Cutting a crystal takes neighbours away from the atoms at the new face, and the planes beneath it then settle at new heights. The table follows a thin slab of hafnium nitride, cut along (110), from its bottom face to its top face. Each plane holds one Hf and one N per surface cell. The calculation uses density-functional theory and describes a clean face in vacuum.

Relaxed seven-plane HfN (110) slab with 14 atoms and 15 Å of vacuum, computed with Ansatz 0.2.0 using PBEsol density-functional theory without spin polarisation, PAW and a 420 eV plane-wave cutoff. The k mesh is 11×8×1, with Gaussian smearing of 0.1 eV. Planes are numbered from bottom to top, and spacing changes are relative to the relaxed bulk crystal.

```csv
row,relaxed plane number,relaxed plane spacing to next (Å),relaxed plane spacing change (Å),relaxed plane rumpling (Å)
1,1,1.453,-0.139,0.001
2,2,1.641,0.050,0.031
3,3,1.593,0.001,0.044
4,4,1.593,0.001,0.000
5,5,1.641,0.050,0.044
6,6,1.453,-0.139,0.031
7,7,n/a,n/a,0.001
```

### How many of the seven rows carry independent information?

The slab has two equal faces, so its upper half mirrors its lower half. Rows 1 to 3 contain the three independent spacings, and row 4 is the centre plane. The agreement between the halves reflects this symmetry; it is no test of accuracy. The walk down the table can therefore dwell on the first three rows.

### Row 1: why does the outer plane move inward?

The first gap shrinks by 0.139 Å, about 9% of its bulk value. In the rocksalt structure every atom has six neighbours of the other element, but an atom in this face keeps only four, two in its own plane and two in the plane below. Bonding theory argues that electrons freed from the cut bonds strengthen those that remain, and stronger bonds are shorter. The two bonds within the plane are held by the fixed cell edges, so the bonds to the plane below can shorten most easily. The same reasoning is often given for the general rule that faces which cut more bonds tend to relax more.

### How much shorter do these bonds become?

An Hf atom and its N neighbour in the next plane are offset sideways by half the short cell edge, $s = 1.592$ Å. With the gap $h$ from row 1, the bond length $b$ follows from Pythagoras:

$$b=\sqrt{s^2+h^2}=\sqrt{1.592^2+1.453^2}\ \text{Å}=2.155\ \text{Å}.$$

The bond in the relaxed bulk crystal is 2.251 Å, so the shortening is about 4%. It is only half the percentage change of the gap because the bond runs at a slant. The estimate places both atoms of a plane at their mean height; the small unevenness of plane 2 makes one bond about 0.01 Å shorter than this and the other as much longer.

### Row 2: why does the next gap widen?

The second gap grows by 0.050 Å, roughly a third of what the first one loses. One could suppose that plane 2 merely responds to the arrival of plane 1. The forces in the slab before any atom has moved show that there is more to it: plane 1 is pulled inward with 1.9 eV/Å, and plane 2 is already pulled outward with 2.0 eV/Å.

The two planes thus draw together from the start, as strengthened bonds between them would make them do. Plane 2 moves towards the surface and away from plane 3, and the gap behind it opens. This is how a contraction at the face turns into an expansion one layer deeper. The bond argument gives the direction of both changes, while their sizes need the full calculation. The forces do not prove the argument, however. Two planes apart, like atoms face each other and are expected to repel. The cut removes this push from plane 2, which could then move outward even if no bond had grown stronger.

### Row 3: is the crystal undisturbed here?

The third gap differs from the bulk by only 0.001 Å, which suggests that it is. The rumpling, the height difference between Hf and N within one plane, shows otherwise: at 0.044 Å it is largest in plane 3. The centre plane is flat by symmetry. Between these two planes, one element's spacing is therefore wider than the average and the other's is narrower, and the two changes cancel in the mean.

### Do the nitrogen ions stand out of the surface?

In many ionic crystals the easily polarised anions sit slightly higher than the cations at the face. The top plane here is flat to 0.001 Å, so that picture finds no support in it. The initial forces pull both elements inward with similar strength. That both lose the same number of bonds cannot be the whole reason, since this is also true of the cube face of rocksalt crystals, which often does rumple. In planes 2 and 3 the forces on Hf and N differ much more, and there the rumpling appears. Since it is listed without a sign, it does not reveal which element lies higher.

### Which digits can be trusted, and which setting should be changed first?

Entries of 0.001 Å are best read as zero. The shrinking of the first gap and the widening of the second are far larger than that, and the analysis printed below sets them beside the initial forces. The slab's thickness deserves the first test, because the rumpling next to the centre shows that the disturbance from each face has not died out where the two meet. A thicker slab could shift the inner values in particular. A wider surface cell would be a separate test, since the present one rules out any reconstruction with a longer period. A sideways shift of whole planes would fit into the present cell, but the mirror symmetry of the starting slab leaves no force to begin it. Testing for one needs a start with the atoms slightly displaced.

Numerical output:

```
Planes and initial forces:
  row  gap change in percent  rumpling in A  net initial force toward centre in eV/A  force difference within plane in eV/A
    1                 -8.734          0.001                                    1.927                                 0.1564
    2                  3.142          0.031                                   -2.023                                 0.8023
    3                0.06283          0.044                                  -0.2426                                 0.6206
    4                0.06283              0                                        0                                      0
    5                  3.142          0.044                                  -0.2426                                 0.6206
    6                 -8.734          0.031                                   -2.023                                 0.8023
    7                    n/a          0.001                                    1.927                                 0.1564
Gap between planes in the unrelaxed slab, A: 1.592
Shift of plane 1 toward the centre plane, A: 0.088
Shift of plane 2 away from the centre plane, A: 0.051
Shift of plane 3 away from the centre plane, A: 0.001
Widening of gap 2 as percent of the shrinking of gap 1: 35.97
Change of the whole slab thickness, A: -0.176
Hf-N bond in the relaxed bulk, A: 2.251
Mean Hf-N bond between planes 1 and 2, A: 2.155
Its change from bulk, percent: -4.253
Mean Hf-N bond between planes 2 and 3, A: 2.286
Its change from bulk, percent: 1.566
Difference of Hf-Hf and N-N spacing between planes 3 and 4, A: 0.044
Energy gained by relaxing the whole slab, eV: 0.308
```
